**Hand rules for L3-M1M3 and L3-M2M2 Auger energies and shares of argon-like ions**

The table holds configuration-average kinetic energies (Dirac-Fock) and decay shares (independent-particle Coulomb rates on relativistic LDA orbitals) for an L3 hole in the 18-electron ions Ar to Zn12+. The program tests $E = \mathrm{Ry}\,Z^2/36$ plus an unscreened Dirac $Z^4$ term plus a fitted $A+Bq$, against Slater's rules and a free quadratic in the charge $q$, and fits the shares to $s+k/(Z-\sigma)$. The two-constant rule has an rms error of 0.15 eV for each group, the quadratic holds to 0.07 eV, and Slater's rules overshoot by 9 to 26%. The unscreened Dirac term overstates the shrinking of the steps in the gap between the groups by a factor of 1.7. Pair counting overestimates the M2M2 share thirteenfold, and both partial widths rise along the series although the M1M3 share falls.

Calculated values. Radial Dirac-Fock and Kohn-Sham solver 2, 3: Auger decay of an L3 hole in the 18-electron series, configuration [Ne] 3s2 3p6 before the hole is made. Kinetic energies are Dirac-Fock configuration averages from the vacuum level; shares use independent-particle Coulomb rates without the Breit term, on relativistic LDA orbitals of the hole state with a Latter-tail continuum.

## Analysis program

```python
# Table: L3-M1M3 and L3-M2M2 Auger groups of 18-electron ions (radial solver): Dirac-Fock configuration-average
# kinetic energies and shares from independent-particle Coulomb rates on relativistic LDA orbitals.
# Tested: E = Ry Z^2/36 + Dirac Z^4 term + A + B q, against Slater rules and a free quadratic; share = s + k/(Z-sigma).
T = {
    'ion': ['Ar', 'K+', 'Ca2+', 'Sc3+', 'Ti4+', 'V5+', 'Cr6+', 'Mn7+', 'Fe8+', 'Co9+', 'Ni10+', 'Cu11+', 'Zn12+'],
    'Z': [18, 19, 20, 21, 22, 23, 24, 25, 26, 27, 28, 29, 30],
    'charge': [0, 1, 2, 3, 4, 5, 6, 7, 8, 9, 10, 11, 12],  # e
    'group_kinetic_energy_M1M3': [188.15, 210.47, 233.39, 256.91, 281.05, 305.82, 331.23, 357.27, 383.94, 411.24, 439.16, 467.69, 496.84],  # eV
    'group_share_M1M3': [22.59, 21.7, 21.09, 20.65, 20.33, 20.08, 19.88, 19.72, 19.6, 19.49, 19.41, 19.34, 19.29],  # %
    'group_kinetic_energy_M2M2': [205.35, 230.35, 255.88, 281.99, 308.68, 335.95, 363.82, 392.26, 421.29, 450.87, 481.02, 511.7, 542.91],  # eV
    'group_share_M2M2': [0.2322, 0.2421, 0.2502, 0.2569, 0.2625, 0.267, 0.2708, 0.2739, 0.2763, 0.278, 0.2792, 0.28, 0.2805],  # %
}
import numpy as np
from scipy.constants import physical_constants as pc, alpha
Ry = pc['Rydberg constant times hc in eV'][0]
ion = T['ion']; Z = np.array(T['Z'], float); q = np.array(T['charge'], float); G = ['M1M3', 'M2M2']
E = {g: np.array(T['group_kinetic_energy_' + g], float) for g in G}
S = {g: np.array(T['group_share_' + g], float) for g in G}
d = lambda n, j: (n/(j + .5) - .75)/n**4
K = {'M1M3': d(2, 1.5) - d(3, .5) - d(3, 1.5), 'M2M2': d(2, 1.5) - 2*d(3, .5)}
h = round(Ry/36, 3)
slater = Ry*(-7*(Z-3.8)**2/4 - 8*(Z-10.4)**2/9 + 8*(Z-4.15)**2/4 + 6*(Z-10.55)**2/9)
def worst(r):
    i = int(np.argmax(abs(r))); return f"rms {np.sqrt(np.mean(r**2)):.3g}, worst {r[i]:+.3g} ({ion[i]})"
def sfit(y, sg):
    k, s = np.polyfit(1/(Z - sg), y, 1); return s, k, np.std(s + k/(Z - sg) - y)
print(f"Ry/36 = {h} eV; hydrogenic second difference Ry/18 = {Ry/18:.3f} eV; errors are model minus table")
print("table rounding: energy 0.005 eV, second difference up to 0.02 eV, shares 0.005 and 0.00005 points")
R, Q, P, par = {}, {}, {}, {}
for g in G:
    y = E[g]; r = round(K[g]*Ry*alpha**2*1e4, 3); fix = h*Z**2 + r*(Z/10)**4
    B, A = np.polyfit(q, y - fix, 1); B, A = round(B, 2), round(A, 1); par[g] = (r, A, B)
    R[g] = fix + A + B*q - y
    r0 = h*Z**2 + np.polyval(np.polyfit(q, y - h*Z**2, 1), q) - y
    c = round(np.polyfit(q, y, 2)[0], 3); b, a = np.round(np.polyfit(q, y - c*q**2, 1), 2); Q[g] = a + b*q + c*q**2 - y
    d2 = np.diff(y, 2); m2 = np.diff(fix, 2)
    print(f"{g} second difference at Z=19, 24, 29: table {d2[0]:.2f} {d2[5]:.2f} {d2[-1]:.2f}, rule {m2[0]:.2f} {m2[5]:.2f} {m2[-1]:.2f} eV")
    print(f"{g} rule E = {h} Z^2 {r:+.3f} (Z/10)^4 {A:+.1f} {B:+.2f} q eV: {worst(R[g])} eV, max {100*max(abs(R[g]/y)):.2f} %")
    print(f"{g} same without the Z^4 term, refitted: {worst(r0)} eV")
    print(f"{g} quadratic E = {a:.2f} {b:+.2f} q {c:+.3f} q^2: {worst(Q[g])} eV")
    print(f"{g} Slater rules: error {100*(slater[0]/y[0]-1):+.0f} % (Ar) to {100*(slater[-1]/y[-1]-1):+.0f} % (Zn12+)")
    e1 = fix[-1] + np.polyval(np.polyfit(q[:7], (y - fix)[:7], 1), q[-1]) - y[-1]
    e2 = np.polyval(np.polyfit(q[:7], y[:7], 2), q[-1]) - y[-1]
    print(f"{g} fitted on Ar to Cr6+ only, error at Zn12+: rule {e1:+.2f} eV, quadratic {e2:+.2f} eV")
    sg = min(np.arange(0, 16.6, .5), key=lambda x: sfit(S[g], x)[2]); s, k, _ = sfit(S[g], sg)
    s, k = float(f"{s:.4g}"), float(f"{k:.3g}"); P[g] = s + k/(Z - sg) - S[g]; par[g] += (s, k, sg)
    print(f"{g} share = {s} {k:+g}/(Z-{sg:g}) %: {worst(P[g])} points; sigma -1, +1 gives s = {sfit(S[g], sg-1)[0]:.4g}, {sfit(S[g], sg+1)[0]:.4g}")
    assert np.all(d2 > 0.4) and np.all(d2 < Ry/18)
    assert np.std(R[g]) < np.std(r0)
print("errors: ion | rule eV M1M3 M2M2 | quadratic eV M1M3 M2M2 | share points M1M3 M2M2")
for i, n in enumerate(ion):
    print(f"{n:6s} | {R[G[0]][i]:+.2f} {R[G[1]][i]:+.2f} | {Q[G[0]][i]:+.2f} {Q[G[1]][i]:+.2f} | {P[G[0]][i]:+.3f} {P[G[1]][i]:+.4f}")
for n in ('Ca2+', 'Fe8+'):
    i = ion.index(n)
    for g in G:
        r, A, B, s, k, sg = par[g]; t = (h*Z[i]**2, r*(Z[i]/10)**4, A, B*q[i])
        print(f"worked {n} {g}: {t[0]:.2f} {t[1]:+.2f} {t[2]:+.1f} {t[3]:+.2f} = {sum(t):.2f} eV (table {E[g][i]:.2f}); share {s + k/(Z[i]-sg):.4g} % (table {S[g][i]})")
gap = E['M2M2'] - E['M1M3']; st = np.diff(gap); dm = np.diff((par['M2M2'][0] - par['M1M3'][0])*(Z/10)**4)
print(f"gap M2M2-M1M3: {gap[0]:.2f} to {gap[-1]:.2f} eV; step {st[0]:.2f} to {st[-1]:.2f} eV, mean {st.mean():.2f}")
print(f"change of gap step: table {st[-1]-st[0]:+.2f} eV, unscreened Dirac term {dm[-1]-dm[0]:+.2f} eV, ratio {(dm[-1]-dm[0])/(st[-1]-st[0]):.1f}")
print(f"pair counting 8/28 = {800/28:.1f} %, 1/28 = {100/28:.2f} %; over mean table share: x{800/28/S['M1M3'].mean():.1f}, x{100/28/S['M2M2'].mean():.0f}")
print(f"sum of the two shares {S['M1M3'][0]+S['M2M2'][0]:.1f} to {S['M1M3'][-1]+S['M2M2'][-1]:.1f} %; M2M2 share step {np.diff(S['M2M2'])[0]:.4f} to {np.diff(S['M2M2'])[-1]:.4f}")
# further outputs of the same runs: L3 total widths (eV) and the recommended Ar width listed with them
W = {'Ar': 0.159332, 'Sc3+': 0.242904, 'Cr6+': 0.30536, 'Co9+': 0.352494, 'Zn12+': 0.389528}; rec = 0.13
for g in G:
    w = [1e3*W[n]*S[g][ion.index(n)]/100 for n in W]
    print(f"{g} partial width, meV, Ar Sc Cr Co Zn: " + " ".join(f"{x:.3g}" for x in w) + f" (x{w[-1]/w[0]:.2f})")
print(f"L3 total width Zn12+/Ar x{W['Zn12+']/W['Ar']:.2f}; Ar width above recommended by {100*(W['Ar']/rec-1):.0f} %")
assert np.all(np.diff(st) < 0)
assert np.all(np.diff(S['M1M3']) < 0) and np.all(np.diff(S['M2M2']) > 0)
```

It prints:

```
Ry/36 = 0.378 eV; hydrogenic second difference Ry/18 = 0.756 eV; errors are model minus table
table rounding: energy 0.005 eV, second difference up to 0.02 eV, shares 0.005 and 0.00005 points
M1M3 second difference at Z=19, 24, 29: table 0.60 0.63 0.62, rule 0.69 0.65 0.60 eV
M1M3 rule E = 0.378 Z^2 -0.155 (Z/10)^4 +67.7 +8.47 q eV: rms 0.151, worst +0.395 (Ar) eV, max 0.21 %
M1M3 same without the Z^4 term, refitted: rms 0.807, worst +1.46 (Ar) eV
M1M3 quadratic E = 188.18 +21.97 q +0.313 q^2: rms 0.0296, worst +0.052 (Zn12+) eV
M1M3 Slater rules: error +19 % (Ar) to +26 % (Zn12+)
M1M3 fitted on Ar to Cr6+ only, error at Zn12+: rule +0.87 eV, quadratic -0.33 eV
M1M3 share = 18.29 +15.2/(Z-14.5) %: rms 0.0216, worst +0.0429 (Ar) points; sigma -1, +1 gives s = 17.97, 18.65
M2M2 second difference at Z=19, 24, 29: table 0.53 0.57 0.53, rule 0.63 0.56 0.46 eV
M2M2 rule E = 0.378 Z^2 -0.289 (Z/10)^4 +85.9 +11.66 q eV: rms 0.15, worst -0.299 (Zn12+) eV, max 0.06 %
M2M2 same without the Z^4 term, refitted: rms 1.13, worst +2.08 (Zn12+) eV
M2M2 quadratic E = 205.35 +24.69 q +0.287 q^2: rms 0.0362, worst -0.07 (Ni10+) eV
M2M2 Slater rules: error +9 % (Ar) to +15 % (Zn12+)
M2M2 fitted on Ar to Cr6+ only, error at Zn12+: rule -0.68 eV, quadratic +0.10 eV
M2M2 share = 0.3054 -0.407/(Z-12.5) %: rms 0.000834, worst +0.00164 (Zn12+) points; sigma -1, +1 gives s = 0.31, 0.3006
errors: ion | rule eV M1M3 M2M2 | quadratic eV M1M3 M2M2 | share points M1M3 M2M2
Ar     | +0.39 -0.01 | +0.03 +0.00 | +0.043 -0.0008
K+     | +0.14 -0.10 | -0.01 -0.02 | -0.032 +0.0007
Ca2+   | -0.03 -0.08 | -0.02 -0.00 | -0.036 +0.0009
Sc3+   | -0.12 -0.03 | -0.00 +0.01 | -0.022 +0.0006
Ti4+   | -0.15 +0.04 | +0.02 +0.02 | -0.013 +0.0001
V5+    | -0.15 +0.12 | +0.03 +0.03 | -0.002 -0.0004
Cr6+   | -0.12 +0.18 | +0.04 +0.00 | +0.010 -0.0008
Mn7+   | -0.08 +0.22 | +0.04 -0.02 | +0.018 -0.0011
Fe8+   | -0.04 +0.21 | +0.03 -0.05 | +0.012 -0.0010
Co9+   | +0.01 +0.17 | +0.02 -0.06 | +0.016 -0.0007
Ni10+  | +0.06 +0.07 | +0.02 -0.07 | +0.006 -0.0001
Cu11+  | +0.12 -0.08 | +0.03 -0.03 | -0.002 +0.0007
Zn12+  | +0.15 -0.30 | +0.05 +0.05 | -0.019 +0.0016
worked Ca2+ M1M3: 151.20 -2.48 +67.7 +16.94 = 233.36 eV (table 233.39); share 21.05 % (table 21.09)
worked Ca2+ M2M2: 151.20 -4.62 +85.9 +23.32 = 255.80 eV (table 255.88); share 0.2511 % (table 0.2502)
worked Fe8+ M1M3: 255.53 -7.08 +67.7 +67.76 = 383.90 eV (table 383.94); share 19.61 % (table 19.6)
worked Fe8+ M2M2: 255.53 -13.21 +85.9 +93.28 = 421.50 eV (table 421.29); share 0.2753 % (table 0.2763)
gap M2M2-M1M3: 17.20 to 46.07 eV; step 2.68 to 2.06 eV, mean 2.41
change of gap step: table -0.62 eV, unscreened Dirac term -1.04 eV, ratio 1.7
pair counting 8/28 = 28.6 %, 1/28 = 3.57 %; over mean table share: x1.4, x13
sum of the two shares 22.8 to 19.6 %; M2M2 share step 0.0099 to 0.0005
M1M3 partial width, meV, Ar Sc Cr Co Zn: 36 50.2 60.7 68.7 75.1 (x2.09)
M2M2 partial width, meV, Ar Sc Cr Co Zn: 0.37 0.624 0.827 0.98 1.09 (x2.95)
L3 total width Zn12+/Ar x2.44; Ar width above recommended by 23 %
```
